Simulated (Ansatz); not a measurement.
## Pt: energy along a strain

Pt, Fm-3m, a = 3.916 Å (as given, not relaxed at this level: 0.6 GPa). Ansatz: PBEsol, PAW, 420 eV, Γ-centred 20×20×20 mesh on 1 atom, Gaussian smearing 0.15 eV; no spin polarisation. Cell vectors (Å): 0.000 1.958 1.958; 1.958 0.000 1.958; 1.958 1.958 0.000. The cell is strained by x per cent times the pattern (0 0 0 0 0 1) in the order xx yy zz yz xz xy (engineering shears), with fractional coordinates held. y is the free energy over the start, V0 = 15.011 Å³/atom. Symmetry makes y even in x.

```
x (%) y (meV/atom)
-6.00         14.36
-3.00          3.46
 0.00          0.00
 0.75          0.21
 1.50          0.86
 2.25          1.93
 3.75             ?
 4.50          7.90
 5.25         10.87
```

Question: Fit y = c2 x² + c4 x⁴ to the other rows, get the stiffness along the pattern, and predict the missing energy.

Answer: Least squares on the rows shown. y = 0.3792 x² + 0.0005479 x⁴. The clamped-ion stiffness p·C·p = 2 × 3.792 eV × 160.2 / 15.011 Å³ = 81 GPa, which is C66 in these axes (C44 of the cubic crystal) (second derivative at the start, which stands under stress). At x = 3.75 the fit asked for gives 5.44 meV/atom. The run gave 5.44 meV/atom, the same to the digits shown.

Spin–orbit coupling is left out, which can shift energies with elements as heavy as these.

The energy rises almost harmonically with shear, and the small positive quartic term means a slight stiffening over the range sampled. In an fcc lattice this shear lengthens the nearest-neighbour contacts along one in-plane face diagonal and shortens those along the other, so their first-order energy changes cancel and the curvature remains. The stiffening probably reflects the steep short-range repulsion along the shortened contacts, which outweighs the softening of the stretched ones.

With one atom per primitive cell, each nucleus sits on an inversion centre that homogeneous strain preserves. There is therefore no internal relaxation to lower the stiffness, and the clamped-ion value of 81 GPa is also the relaxed-ion one. It lies close to the measured C44 of platinum and well below the metal's bulk modulus, as expected for a ductile metal whose cohesion resists compression more than shear. The withheld point lies inside the fitted interval, so its agreement confirms a smooth curve but doesn't test extrapolation to larger shears.
